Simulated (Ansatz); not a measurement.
BiPd: pressure and energy less free atoms against volume per atom

Periodic Kohn-Sham DFT of a crystal at fixed atoms; pressure and stress are positive in compression; the energy is the free energy less that of spherical unpolarised free atoms; site moments are those in the method's own spheres, positive along +z. The results are calculated, by Ansatz 0.2.0.

Cell of the first row (space group P6_3/mmc, No. 194):
```
BiPd
1.0
      4.1437     0.0000     0.0000
     -2.0718     3.5885     0.0000
      0.0000     0.0000     5.5738
Bi Pd
2 2
Direct
  0.33333 0.66667 0.25000
  0.66667 0.33333 0.75000
  0.00000 0.00000 0.00000
  0.00000 0.00000 0.50000
```

Settings of every row: method all-electron LAPW; functional PBEsol; relativity scalar; k mesh 9x9x6; filling fermi-dirac; smearing width 0.03 eV; basis error target 0.5 meV/atom; nucleus gaussian.

Atom start moment: 0 on all atoms.

Limits: no spin-orbit coupling on heavy atoms.

| row | volume per atom (Å³) | pressure (GPa) | energy less free atoms (eV/atom) |
| --- | --- | --- | --- |
| 1 | 20.72 | 7.85 | -4.6545 |
| 2 | 21.161 | 4.974 | -4.6721 |
| 3 | 21.602 | 2.436 | -4.6822 |
| 4 | 21.822 | ? | ? |
| 5 | 22.043 | 0.199 | -4.6858 |
| 6 | 22.263 | -0.818 | -4.6853 |
| 7 | 22.484 | -1.775 | -4.6835 |
| 8 | 22.924 | -3.527 | -4.6762 |
| 9 | 23.365 | -5.089 | -4.6643 |

Question: what pressure and energy less free atoms should row 4 give?

Worked fit of pressure. Take u = (V_r/V)^(2/3) − 1 with V_r = 22.153 Å³ an atom, which is twice the finite (Eulerian) strain; such expansions in the strain, on which the Birch-Murnaghan equation of state is built, carry the rest volume and the bulk modulus. The shown rows have u = 0.04559, 0.03101, 0.01693, 0.00332, -0.0033, -0.00984, -0.02255, -0.03489. Least squares give pressure = −0.3153 + 153.56 × u + 515.06 × u² + 1000 × u³ GPa; a parabola predicts inner rows, each left out in turn, worse (root mean square 0.016 against 0.0027 GPa). The rows lie off it by -0.001, 0.002, -0.001, -0.001, -0.002, 0.002, 0.001, -0.001. The pressure vanishes at u = 0.0020, or V = 22.09 Å³ an atom, and there the bulk modulus at fixed shape and fractions is B = −V dP/dV = (2/3)(1 + u) dP/du = 104 GPa. Letting shape and atoms relax would as a rule lower it, by much in layered, chain or molecular crystals. The withheld row has u = 0.01009, so the fit gives −0.3153 + 153.56 × (0.01009) + 515.06 × (0.01009)² + 1000 × (0.01009)³ = 1.288 GPa.

The calculation gave 1.282 GPa. The fit lies 0.006 GPa (0.046 % of the column's range) above it; its largest miss of a shown row is 0.002 GPa.

Worked fit of energy less free atoms. Take u = (V_r/V)^(2/3) − 1 with V_r = 22.153 Å³ an atom, which is twice the finite (Eulerian) strain; such expansions in the strain, on which the Birch-Murnaghan equation of state is built, carry the rest volume and the bulk modulus. The shown rows have u = 0.04559, 0.03101, 0.01693, 0.00332, -0.0033, -0.00984, -0.02255, -0.03489. Least squares give energy less free atoms = −4.68572 − 0.0672 × u + 16.023 × u² + 10.3 × u³ eV/atom; a parabola predicts inner rows, each left out in turn, worse (root mean square 0.00017 against 3.3e-05 eV/atom). All shown rows lie on it to the printed digit. Its lowest point lies at u = 0.0021, or V = 22.08 Å³ an atom, and the curvature there gives the bulk modulus at fixed shape and fractions, B = (4/9)(1 + u)² E″(u)/V = 104 GPa. Letting shape and atoms relax would as a rule lower it, by much in layered, chain or molecular crystals. The withheld row has u = 0.01009, so the fit gives −4.68572 − 0.0672 × (0.01009) + 16.023 × (0.01009)² + 10.3 × (0.01009)³ = -4.6848 eV/atom.

The calculation gave -4.6848 eV/atom. The fit meets it to the printed digit.
